\section*{Measure and tensor virial theorems for a fully flexible cell}

\subsection*{1. Conventions and premises}

Dimension $d$, $N$ classical particles, $\beta=1/k_BT$. The columns of the $d\times d$ matrix $h$ are the cell vectors, $V=\det h>0$, $r_i=hs_i$ with $s_i$ in the unit cube, $G=h^Th$. The flat measure is $dh=\prod_{ab}dh_{ab}$. The pressure tensor $P_{ab}$ is positive in compression (minus the Cauchy stress); $P$ without indices is the external hydrostatic pressure. With $H=\sum_i p_i^2/2m_i+U$,
\begin{equation}
Q(h)=\frac{1}{N!\,(2\pi\hbar)^{dN}}\int_{\rm cell} dr^N dp^N\,e^{-\beta H}.
\end{equation}
Premises:
\begin{enumerate}
\item[(A)] $U$ is periodic, differentiable, and invariant under rigid translation and under rigid rotation of particles and cell together.
\item[(B)] At fixed shape the volume has weight $dV\,e^{-\beta PV}Q$, as in Andersen's isotropic ensemble (1980). This defines the ensemble; to follow other choices we carry a factor $V^s$, with $s=0$ for NPT.
\item[(C)] The bath couples to $V$ only, so the a priori weight of shapes is invariant under volume-preserving linear maps.
\item[(D)] The integrals converge and boundary terms in $h$ vanish (examined in Section 7).
\end{enumerate}

\subsection*{2. The measure}

Insert $1=\int_0^\infty dV\,\delta(\det h-V)$ and substitute $h=V^{1/d}\tilde h$. All $d^2$ elements scale by $V^{1/d}$, so $dh=V^{d}d\tilde h$. Also $\det h-V=V(\det\tilde h-1)$, so the delta function gives $V^{-1}$. With $dh_0\equiv d\tilde h\,\delta(\det\tilde h-1)$,
\begin{equation}
dh=V^{d-1}\,dV\,dh_0,\qquad h=V^{1/d}h_0,\quad \det h_0=1 .
\label{jac}
\end{equation}
Invariance. Under $h\to gh$ each of the $d$ columns is mapped by $g$, so $dh\to(\det g)^d\,dh$; under $h\to hg$ the same holds row by row. Since $V^d\to(\det g)^dV^d$,
\begin{equation}
d\mu=\frac{dh}{(\det h)^d}=\frac{dV}{V}\,dh_0
\label{haar}
\end{equation}
is invariant under left and right multiplication by any $g$ with $\det g>0$ (the Haar measure of $GL^+(d)$). For $\det g=1$, $V$ is unchanged, so $dh_0$ is invariant under $SL(d,\mathbb R)$. The invariant measure of a group is unique up to a constant, so (C) selects $dh_0$. With (B),
\begin{equation}
\Delta_s=\int dV\,dh_0\,V^s e^{-\beta PV}Q=\int dh\,(\det h)^{1-d+s}e^{-\beta PV}Q=\int d\mu\,V^{1+s}e^{-\beta PV}Q .
\label{delta}
\end{equation}
NPT ($s=0$) has the measure $dh\,(\det h)^{1-d}$, the form given by Martyna, Tobias and Klein (1994). The flat $dh$ is $s=d-1$; $d\mu$ itself is $s=-1$. For $d=1$ flat and NPT coincide.

\subsection*{3. The pressure tensor as a strain derivative}

Put $r_i=hs_i$, $p_i=h^{-T}\pi_i$. The Jacobians $V$ and $V^{-1}$ cancel for each particle, $dr\,dp=ds\,d\pi$, and the domain of $(s,\pi)$ does not depend on $h$. Deform $h\to(1+\epsilon)h$ at fixed $(s,\pi)$, with $\epsilon$ a general small matrix. Then $\delta r=\epsilon r$, $\delta p=-\epsilon^Tp$, $\delta h_{ac}=\sum_b\epsilon_{ab}h_{bc}$, $\delta V=V\,{\rm tr}\,\epsilon$, and the kinetic energy changes by $-\sum_{i,ab}\epsilon_{ab}p_{ia}p_{ib}/m_i$. Define $P_{ab}$ by $\delta H=-V\sum_{ab}\epsilon_{ab}P_{ab}$:
\begin{equation}
VP_{ab}=\sum_i\frac{p_{ia}p_{ib}}{m_i}-\sum_c\left(\frac{\partial U}{\partial h_{ac}}\right)_{\!s}h_{bc}.
\label{ptens}
\end{equation}
For pair forces the second term is $\sum_{\rm pairs}f_{ij,a}\,r_{ij,b}$, images included, with $r_{ij}=r_i-r_j$ and $f_{ij}$ the force on $i$ from $j$. An antisymmetric $\epsilon$ is a rotation and leaves $H$ unchanged by (A), so $P_{ab}=P_{ba}$. Only the integrand of $Q$ varies, hence
\begin{equation}
\frac{\partial\ln Q}{\partial\epsilon_{ab}}\Big|_{0}=\beta V\mathcal P_{ab}(h),
\label{dlnq}
\end{equation}
where $\mathcal P_{ab}(h)$ is the canonical average of $P_{ab}$ at fixed $h$.

\subsection*{4. Tensor virial theorems}

Take any smooth $f(V)$ and $I=\int d\mu\,V^{1+s}f(V)\,e^{-\beta PV}Q(h)$. Rename the variable, $h=(1+\epsilon)h'$. By \eqref{haar} $d\mu(h)=d\mu(h')$, and by (D) the domain is mapped onto itself, so $I$ does not depend on $\epsilon$. Differentiate the four factors with respect to $\epsilon_{ab}$ at $\epsilon=0$, using $\partial V/\partial\epsilon_{ab}=V\delta_{ab}$ and \eqref{dlnq}, and divide by $\Delta_s$:
\begin{equation}
0=\big\langle (1+s)f\delta_{ab}+Vf'\delta_{ab}-\beta PVf\delta_{ab}+\beta Vf\mathcal P_{ab}\big\rangle_s .
\label{master}
\end{equation}
Because $f$ depends on $h$ only, $\mathcal P_{ab}$ may be replaced by the instantaneous $P_{ab}$. Choose $f=1/V$ (then $Vf'=-1/V$) and $f=1$:
\begin{align}
\langle P_{ab}\rangle_s&=\big[P-s\,k_BT\langle V^{-1}\rangle_s\big]\delta_{ab},\label{pv}\\
\langle VP_{ab}\rangle_s&=\big[P\langle V\rangle_s-(1+s)k_BT\big]\delta_{ab}.\label{wv}
\end{align}
For NPT,
\begin{equation}
\langle P_{ab}\rangle=P\delta_{ab},\qquad \langle VP_{ab}\rangle=\big(P\langle V\rangle-k_BT\big)\delta_{ab}.
\label{npt}
\end{equation}
Remarks. (i) For $P$-independent priors $V^s$, only $s=0$ gives $\langle P_{ab}\rangle=P\delta_{ab}$; only $s=-1$ gives $\langle VP_{ab}\rangle=P\langle V\rangle\delta_{ab}$; no $s$ gives both. (ii) The two parts of \eqref{npt} combine to the exact covariance ${\rm cov}(V,P_{ab})=-k_BT\delta_{ab}$. In a Gaussian model with isothermal bulk modulus $B$ and $\bar P=\mathcal P_{aa}/d$ (summed), $\delta\bar P=-B\,\delta V/V$ and $\sigma_V^2=k_BTV/B$ give the same. (iii) Ideal gas: $Q\propto V^N$ and $\langle VP_{ab}\rangle=Nk_BT\delta_{ab}$. The volume weight $V^{N+s}e^{-\beta PV}$ has $P\langle V\rangle=(N+s+1)k_BT$ and $\langle V^{-1}\rangle=\beta P/(N+s)$; both sides of \eqref{pv} equal $NP/(N+s)$, both sides of \eqref{wv} equal $Nk_BT$.

\subsection*{5. Rotations, cell frame, triangular cells}

The domain of $h$ includes all orientations. Under $h\to Rh$ with $R\in SO(d)$, $\mathcal P\to R\mathcal PR^T$ at equal weight, so any laboratory-frame average is proportional to $\delta_{ab}$ by symmetry alone: the traceless part of \eqref{npt} does not test the shape measure. A statement that does test it follows from right invariance. Write $h(1+\eta)=(1+\epsilon)h$ with $\epsilon=h\eta h^{-1}$. Then ${\rm tr}\,\epsilon={\rm tr}\,\eta$, and with $\mathbf P$ the symmetric matrix $P_{ab}$, $\sum_{ab}\epsilon_{ab}P_{ab}={\rm tr}(\epsilon\mathbf P)={\rm tr}(\eta\,h^{-1}\mathbf Ph)$. Repeating Section 4 with $\eta$,
\begin{equation}
\langle h^{-1}\mathbf Ph\rangle=P\,\mathbf 1,\qquad \langle V\,h^{-1}\mathbf Ph\rangle=\big(P\langle V\rangle-k_BT\big)\mathbf 1\qquad(s=0).
\label{cell}
\end{equation}
The matrix $h^{-1}\mathbf Ph$ is unchanged by $h\to Rh$, so \eqref{cell} holds whatever rule fixes the orientation.

Triangular cell. Write $h=Ru$, with $u$ upper triangular and $u_{jj}>0$ (first cell vector along $x$, second in the $xy$ plane). Integrate column by column. Column $j$ has components $u_{1j},\dots,u_{j-1,j}$ along the orthonormal directions fixed by the earlier columns; its remainder lies in $d-j+1$ dimensions, where polar coordinates give $u_{jj}^{\,d-j}du_{jj}\,d\Omega$. The angles build the invariant $dR$, which integrates to a constant. With $V=\prod_ju_{jj}$ and $du=\prod_{i\le j}du_{ij}$,
\begin{equation}
dh\,V^{1-d}\propto du\prod_j u_{jj}^{\,1-j},\qquad d=3:\quad \frac{du}{u_{22}\,u_{33}^2}.
\label{tri}
\end{equation}
Let $P'_{ab}$ be the tensor in the frame where the cell is $u$. Deform $u\to bu$, with $b=1+\epsilon$ upper triangular. Column $j$ has $j$ free elements and Jacobian $\prod_{i\le j}b_{ii}$, so $du\to du\prod_i b_{ii}^{\,d-i+1}$; the weight in \eqref{tri} contributes $\prod_i b_{ii}^{\,1-i}$. The total exponent of $b_{aa}$ is $d+2-2a$, which replaces the factor $1$ of \eqref{master} at $s=0$:
\begin{equation}
\langle P'_{ab}\rangle=\big[P-(d+1-2a)k_BT\langle V^{-1}\rangle\big]\delta_{ab},\quad
\langle VP'_{ab}\rangle=\big[P\langle V\rangle-(d+2-2a)k_BT\big]\delta_{ab}.
\label{triv}
\end{equation}
Upper triangular $\epsilon$ cover $a\le b$ and symmetry gives the rest. Since $\sum_a(d+1-2a)=0$, the traces agree with \eqref{npt}. The anisotropy is an effect of the frame. A tilt $\gamma$ in position $ab$ ($a<b$) is a pure shear plus a rotation by $\gamma/2$; with shear modulus $C$ the rotation mixes $\mathcal P_{ab}=-C\gamma$ into the diagonal, $\mp C\langle\gamma^2\rangle=\mp k_BT/V$ for $aa$ and $bb$. In $d=3$ the three pairs give $(-2,0,+2)\,k_BT/V$, as in \eqref{triv}.

Solvable test: $d=3$, $k_BT=1$, $P=0$, $Q=V^Ne^{-{\rm tr}G/2}$, for which \eqref{dlnq} gives $V\mathcal P=N\mathbf 1-hh^T$. With \eqref{tri} the elements of $u$ are independent, $\langle u_{jj}^2\rangle=N+2-j$ and $\langle u_{ij}^2\rangle=1$ for $i<j$. Row sums give the diagonal of $uu^T$, $(N+3,N+1,N-1)$, so $\langle VP'_{aa}\rangle=(-3,-1,+1)$, which is \eqref{triv}. Column sums give the diagonal of $G$, $N+1$ three times, so $Vh^{-1}\mathcal Ph=N\mathbf 1-G$ has mean diagonal $-1$, which is \eqref{cell}.

\subsection*{6. What a sampler generates}

\emph{Parrinello--Rahman} (1980). The Lagrangian
\begin{equation}
L=\tfrac12\sum_i m_i\dot s_i^TG\dot s_i-U+\tfrac12W\,{\rm tr}(\dot h^T\dot h)-P\det h
\end{equation}
has momenta $\pi_i=m_iG\dot s_i$ and $\Pi=W\dot h$. With $p_i=h^{-T}\pi_i$ and $G^{-1}=h^{-1}h^{-T}$ one has $\pi_i^TG^{-1}\pi_i=p_i^2$, so
\begin{equation}
H_{\rm PR}=H+\frac{{\rm tr}(\Pi^T\Pi)}{2W}+PV,\qquad d\Gamma=ds\,d\pi\,dh\,d\Pi=dr\,dp\,dh\,d\Pi .
\end{equation}
A thermostat that samples $e^{-\beta H_{\rm PR}}d\Gamma$ ergodically leaves, after the $h$-independent Gaussian integral over $\Pi$, the weight $dh\,e^{-\beta PV}Q$. By \eqref{jac} this is NPT times $V^{d-1}$, i.e. $s=d-1$:
\begin{equation}
\langle P_{ab}\rangle=\big[P-(d-1)k_BT\langle V^{-1}\rangle\big]\delta_{ab},\qquad
\langle VP_{ab}\rangle=\big[P\langle V\rangle-d\,k_BT\big]\delta_{ab}.
\end{equation}
Repair: add $(d-1)k_BT\ln V$ to $H_{\rm PR}$, which replaces $P$ by $P+(d-1)k_BT/V$ in the force on the cell, or reweight, $\langle A\rangle_0=\langle AV^{1-d}\rangle_{d-1}/\langle V^{1-d}\rangle_{d-1}$.

\emph{Monte Carlo} at fixed $s_i$, momenta integrated out, $dr^N=V^Nds^N$. The acceptance probability is $\min[1,(V'/V)^{n}e^{-\beta(\Delta U+P\Delta V)}]$. For proposals symmetric in the $d^2$ elements of $h$, $n=N+1-d$. For $h'=e^{\epsilon}h$ with $\epsilon$ and $-\epsilon$ equally likely, the proposal is symmetric with respect to the left-invariant $d\mu$, and the last form of \eqref{delta} gives $n=N+1$. For proposals symmetric in the elements of $u$, $n=N$ with the extra factor $\prod_j(u'_{jj}/u_{jj})^{1-j}$.

\emph{Removed translation.} By (A) the integral over one $s_i$ is trivial, so $Q\propto V\,Q_{\rm int}$, where $Q_{\rm int}$ has $N-1$ position vectors and the Jacobian $V^{N-1}$. A scheme that samples $dV\,dh_0\,e^{-\beta PV}Q_{\rm int}$ has $s=-1$ in terms of $Q$. It still obeys \eqref{npt} for its own tensor, whose kinetic part averages to $(N-1)k_BT/V$.

\emph{Effect on a crystal.} Let a sampler carry the excess weight $\prod_Ju_{JJ}^{\,n_J}$ relative to NPT; $V^s$ is $n_J=s$. To first order the shift of an average is its covariance with the logarithm of the excess weight. In the harmonic elastic model, for $P\ll C_{IJ}$, Voigt strains have $\langle\epsilon_I\epsilon_J\rangle=k_BT\,S_{IJ}/V$ with $S=C^{-1}$ the isothermal compliance, and $\delta\ln u_{JJ}=\epsilon_J$ to first order. Hence, with $\kappa=1/B=\sum_{I,J\le3}S_{IJ}$,
\begin{equation}
\Delta\epsilon_I=\frac{k_BT}{V}\sum_{J\le3}S_{IJ}n_J,\qquad \Delta\langle V\rangle=s\,k_BT\kappa\quad(n_J=s).
\label{shift}
\end{equation}
$\Delta\langle V\rangle$ does not grow with $N$, so the relative shift falls as $1/N$. For a Gaussian in $V$ and $s=2$ the exact shift is $2\langle V\rangle\sigma_V^2/(\langle V\rangle^2+\sigma_V^2)$, so \eqref{shift} holds to relative order $\sigma_V^2/V^2$.

\subsection*{7. Range of validity}

\begin{itemize}
\item \emph{Redundant cells.} $h$ and $hm$, with $m$ an integer matrix of unit determinant, span the same lattice, so $Q(hm)=Q(h)$ and the integral over all $h$ repeats infinitely often. Integrate over lattices, $h$ modulo $m$. This space has finite $dh_0$ volume (a classical theorem) and no boundary, and left multiplication acts on it, so \eqref{pv}--\eqref{npt} hold there whenever $Q$ is bounded over shapes at given $V$ and the weight vanishes as $V\to0,\infty$.
\item \emph{Crystal or fluid.} Neither $h^{-1}\mathbf Ph$ nor the triangular frame is invariant under $h\to hm$. Equations \eqref{cell} and \eqref{triv} need a crystal confined to one basin with negligible weight at its edge; they fail near melting, slip or a martensitic path. A fluid has no shear restoring force and $h_0$ wanders.
\item \emph{Load.} Hydrostatic only. Under a general stress the work term is not a function of $V$ and \eqref{master} gains tensor terms.
\item \emph{Restricted cells} are different ensembles with their own group. For orthorhombic cells with edges $L_j$ the invariant measure is $\prod_jdL_j/L_j$, so $V\,d\mu=\prod_j dL_j$ is flat and only the diagonal theorems follow.
\item \emph{Estimator.} $P_{ab}$ must be the exact strain derivative \eqref{ptens} of the sampled energy. Discontinuous cutoffs, bond constraints and a basis set that changes with $h$ add terms. With quantum nuclei the theorems hold for $\mathcal P_{ab}$ defined by \eqref{dlnq}, with another estimator.
\item \emph{Convention.} Premise (B) is a definition; choices of $s$ differ at relative order $1/N$ in $\langle V\rangle$.
\end{itemize}

\subsection*{8. Illustration: hcp Mg, 96 atoms, 300 K}

Inputs. Approximate lattice parameters $a\approx3.21$ \AA, $c\approx5.21$ \AA\ (typical values); orthorhombic cell $4a\times2\sqrt3a\times3c=12.84\times11.12\times15.63$ \AA$^3$, with $c$ along $z$, $V=2232$ \AA$^3$. Measured room-temperature constants as compiled by Blaschke, in GPa: $C_{11}=59.5$, $C_{12}=26.12$, $C_{13}=21.805$, $C_{33}=61.55$, $C_{44}=16.35$. The results belong to the harmonic elastic model with these bulk inputs. With $k_BT=25.9$ meV, the stress scale is $k_BT/V=1.86$ MPa, large against a load of 1 bar $=0.1$ MPa.

Compliances. With $D=(C_{11}+C_{12})C_{33}-2C_{13}^2=4319$ GPa$^2$: $S_{11}+S_{12}=C_{33}/D$, $S_{11}-S_{12}=1/(C_{11}-C_{12})$, $S_{13}=-C_{13}/D$, $S_{33}=(C_{11}+C_{12})/D$. In GPa$^{-1}$: $S_{11}=0.0221$, $S_{12}=-0.00785$, $S_{13}=-0.00505$, $S_{33}=0.0198$, $\kappa=0.0281$; $B=35.5$ GPa. Then $k_BT\kappa=0.117$ \AA$^3$, $\sigma_V=(k_BT\kappa V)^{1/2}=16$ \AA$^3$, $\sigma_V^2/V^2=5.2\times10^{-5}$, which also bounds the order of $\langle V^{-1}\rangle\langle V\rangle-1$. The rms tilt in a plane containing $c$ is $(k_BT/VC_{44})^{1/2}=0.011$.

Theorems. NPT, laboratory frame: $\langle P_{aa}\rangle=P$ and $\langle VP_{aa}\rangle/\langle V\rangle=P-1.9$ MPa for each $a$. NPT, triangular frame: $\langle P'_{aa}\rangle-P=(-3.7,\,0,\,+3.7)$ MPa. Flat $dh$: $\langle P_{aa}\rangle=P-3.7$ MPa and $\langle VP_{aa}\rangle/\langle V\rangle=P-5.6$ MPa.

Strain shifts relative to NPT from \eqref{shift}, in units of $10^{-5}$:
\begin{center}
\begin{tabular}{lccccc}
sampler & $n_J$ & $\Delta\epsilon_{xx}$ & $\Delta\epsilon_{yy}$ & $\Delta\epsilon_{zz}$ & $\Delta V/V$\\ \hline
flat $dh$ & $(2,2,2)$ & 3.4 & 3.4 & 3.6 & 10\\
flat $du$ & $(0,1,2)$ & $-3.3$ & 2.2 & 6.4 & 5.3\\
translation removed & $(-1,-1,-1)$ & $-1.7$ & $-1.7$ & $-1.8$ & $-5.2$
\end{tabular}
\end{center}
Flat $dh$ enlarges the cell by $2k_BT\kappa=0.23$ \AA$^3$. With the linear expansion $24.7\times10^{-6}$ K$^{-1}$ (polycrystal mean, 293 K, Kaye and Laby Online), $\alpha_V=7.41\times10^{-5}$ K$^{-1}$, and the shift equals that of heating by 1.4 K. Flat $du$ also distorts the basal plane relative to NPT, by $\Delta\epsilon_{yy}-\Delta\epsilon_{xx}=(k_BT/V)/(C_{11}-C_{12})=5.6\times10^{-5}$.

Statistics. The standard error of $\langle V\rangle$ equals the flat-$dh$ shift after $\sigma_V^2/(2k_BT\kappa)^2=V/4k_BT\kappa=4.8\times10^3$ independent cells. The cell-averaged $\mathcal P_{xx}$ fluctuates by $(k_BTC_{11}/V)^{1/2}=0.33$ GPa, since $CSC=C$, and the instantaneous $P_{xx}$ by more; a standard error of 3.7 MPa needs at least $8.0\times10^3$ independent samples.

Neglected terms. (a) The compilation does not say whether the $C_{IJ}$ are adiabatic. If they are, $B_S/B_T-1=T\alpha_V^2BV/(3Nk_B)=0.033$ with the classical heat capacity, and the volume shifts are low by about 3 per cent; two figures are the limit. (b) Anharmonicity. For the shape-integrated free energy $F(V)$, $F''=B/V$ and $F'''=-(1+B')B/V^2$ with $B'=dB/dP$; the cubic term puts $\langle V\rangle$ above the most probable volume by $-\beta F'''\sigma_V^4/2=(1+B')k_BT\kappa/2$, or 0.29 \AA$^3$ for a typical $B'\approx4$. This rivals the 0.23 \AA$^3$. It cancels to leading order in the difference between two measures but not in the $1/N$ correction to $\langle V\rangle$ itself, which also contains the discrete-phonon term not estimated here. (c) Basin edge. A typical unstable stacking-fault energy for basal slip, about 0.09 J/m$^2$, times the basal area 143 \AA$^2$ is about $31\,k_BT$, so the boundary terms in \eqref{cell} and \eqref{triv} are of order $e^{-31}$ apart from prefactors.

The same estimate for a wiring metal: fcc Cu, 108 atoms, approximate $a\approx3.61$ \AA\ and $B\approx140$ GPa, $V=1270$ \AA$^3$, 300 K. In this model flat $dh$ lowers $\langle P_{aa}\rangle$ by 6.5 MPa and raises the volume by $\Delta V/V=4.7\times10^{-5}$.